## Squeezed SnSe₂: what do these seven volumes really tell me?

I scaled a cell of SnSe₂, a layered crystal, to seven volumes and computed the energy and pressure at each. The cell I started from is the row at 25.73 Å³/atom. Its shape and the fractional positions of the atoms were kept throughout. Energies are counted from the minimum of an equation of state, a smooth energy-volume curve fitted to the seven energies. That fit gives an equilibrium volume of 27.882 Å³/atom and a bulk modulus of 57.1 GPa, but I was warned that the minimum lies outside my volumes.

SnSe₂ (P-3m1, 3-atom cell) computed with Ansatz 0.2.0: plane-wave DFT with PBE, PseudoDojo standard pseudopotentials, and no dispersion correction, spin polarisation or spin–orbit coupling. The cutoff is 1170.09 eV, the k mesh 8×8×5 and the Fermi–Dirac smearing 0.05 eV. Cell shape and fractional positions are fixed; energies are relative to the fitted minimum.

```tsv
volume (Å³/atom)	energy (meV/atom)	pressure (GPa)
24.18	114.74	11.380
24.70	81.71	9.230
25.21	55.24	7.300
25.73	34.65	5.560
26.24	19.34	4.000
26.76	8.79	2.600
27.27	2.50	1.340
```

1. Which row is nearest to equilibrium, and do the pressures bear out the warning?
2. Do the energies and the pressures tell the same story?
3. Why do equal steps in volume cost such unequal energies?
4. Is 57.1 GPa the stiffness of the cell I started from?
5. How many digits of 27.882 can I trust?
6. What would change if the cell could choose its own shape?
7. What would change if I added dispersion forces?

## Answer

### 1. The nearest row

The largest cell, at 27.27 Å³/atom, has the lowest energy, but it is not at equilibrium. Its pressure is still 1.34 GPa. A positive pressure means that the crystal pushes outward and would lower its energy by growing. All seven rows have one, so you have sampled only the compressed side of the curve, and your warning is justified.

### 2. Energy and pressure

They agree, because pressure is the slope of the energy curve with its sign reversed: P = −dE/dV, where E is energy, V volume and P pressure. Take the last step, in which the energy falls by 6.29 meV/atom. Each step is 2 % of the starting volume, or 0.515 Å³/atom. Since 1 eV/Å³ is 160.2 GPa, the slope is 0.00629 × 160.2 / 0.515 = 1.96 GPa.

The two printed pressures at the ends of that step average 1.97 GPa. The other steps match about as well. This shows that the two columns are consistent with each other. It does not show that the functional describes SnSe₂ correctly, since both columns would share its error.

### 3. Unequal energy steps

Part of the answer is simply that you are climbing a slope that gets steeper. The step nearest to equilibrium costs 6.29 meV/atom and the most compressed one 33.03, about five times as much. Even a parabola in volume, the ideal spring of this plot, would show growing steps, but each would exceed the one before by the same amount. Here the excess itself grows, from 4.26 to 6.56 meV/atom, so the crystal stiffens as it is squeezed. Bonds acting as ideal springs in length would already make the excess grow a little, because length and volume are not proportional, but that is expected to supply only the smaller part of this growth.

Two limiting cases explain why. Pull the atoms far apart and the energy levels off at that of free atoms, so the curve must eventually become flat. Push them together and filled electron shells overlap. The Pauli principle then forces electrons into states of higher energy, and this repulsion rises much more steeply than the attraction that binds the crystal.

Between a flat plain and a steep wall, the curve bends more strongly on the side of the wall. The same reasoning applies to most solids near equilibrium: the next equal step of compression costs more than a spring would suggest, and the next step of expansion less.

### 4. Which stiffness?

No, the starting cell is stiffer than that. The bulk modulus is B = −V dP/dV, the pressure rise per fractional loss of volume. Taken from the pressure differences on either side of your starting cell, it is about 82 GPa. The value of 57.1 GPa belongs to the fitted minimum, where the atoms are farther apart and the repulsive wall is less steep.

Across your volumes the modulus rises from 66 GPa in the outermost interval to 102 GPa in the innermost. The distances between atoms differ by only about 3 % between the middles of those two intervals. A small change in length thus makes a large change in stiffness, because repulsion depends so sharply on distance. Quote a bulk modulus together with its volume or pressure.

### 5. Trustworthy digits

You can check the fitted volume with a ruler. Over the last step the pressure falls from 2.60 to 1.34 GPa, a drop of 1.26 GPa. If it kept falling at that rate, it would reach zero after a further 1.34 / 1.26 × 0.515 = 0.55 Å³/atom. That puts equilibrium at 27.27 + 0.55 = 27.82 Å³/atom.

The straight line should fall short, because the pressure curve becomes flatter with every step outward. The fit allows for this flattening and arrives at 27.88. The difference, less than 0.1 Å³/atom, is the part of the answer that rests on assumed curvature beyond your last row. Both routes use the same calculation, so their closeness supports the extrapolation, not its agreement with nature.

I would write 27.9 Å³/atom and about 57 GPa. The modulus is a curvature taken beyond your last row, so expect its last digit to shift with the form of the fitted curve. A few volumes on the far side of the minimum would turn the extrapolation into an interpolation. Before quoting another digit, you should also check that a finer k mesh and a higher cutoff leave it unchanged. Energy differences between your rows are safer than the energies themselves, because an error in the fitted lowest energy moves every row by the same amount.

### 6. A cell free to choose its shape

SnSe₂ consists of slabs, each a sheet of tin between two sheets of selenium. Strong Sn–Se bonds hold a slab together, while only weak forces act between slabs. Your scaling compresses bonds and gaps by the same fraction. A real crystal under pressure has no such obligation.

Think of a stiff spring and a soft spring joined end to end. If you push on the pair, the soft one takes up most of the shortening, and the pair feels soft. If you force both to shorten by the same fraction, you pay the full price of the stiff one. Your calculation is the second case, and a crystal in a pressure cell is much closer to the first.

At any given volume, freeing the shape and the atomic positions can only lower the energy or leave it unchanged. In a layered crystal it should normally also lower the bulk modulus, with the gaps closing first under pressure. By how much would need a new calculation. Until then, treat both the fitted volume and the 57 GPa as properties of a cell that keeps this shape, not as what a fully relaxed crystal or an experiment would show.

### 7. Adding dispersion

Dispersion is the attraction between fluctuating charges on different atoms, and it supplies much of the binding between slabs. PBE by itself largely lacks it. To see its effect, imagine the slabs well separated: PBE would leave them almost indifferent to each other, whereas real slabs would still attract. An added attraction pulls inward, so it should lower the pressure at each of your volumes and move the minimum to a smaller cell.

This bears on your most striking result: the fitted minimum lies 8.4 % above the starting volume, or 2.7 % in every length. PBE also tends to make bonds themselves too long, often by one or two percent where heavy atoms are involved. If the starting cell is close to the measured one, overlong bonds may therefore account for much of the expansion, while the gaps, short of attraction, may push the cell outward further. The two shares remain open, because uniform scaling with the selenium held at its given fractional height ties bonds and gaps together, and the pressure only averages over directions. The missing attraction is also expected to act within a slab, not only across the gaps.

Two further calculations would help to separate them. First let the shape and positions relax with PBE alone, and see whether the cell grows mainly across the layers or along them. Then repeat the relaxation with a dispersion correction. What shrinks back shows the effect of the added attraction, though its size depends on the correction you choose. If the Sn–Se bonds then remain longer than the measured ones, that points to the functional's description of the bonds.
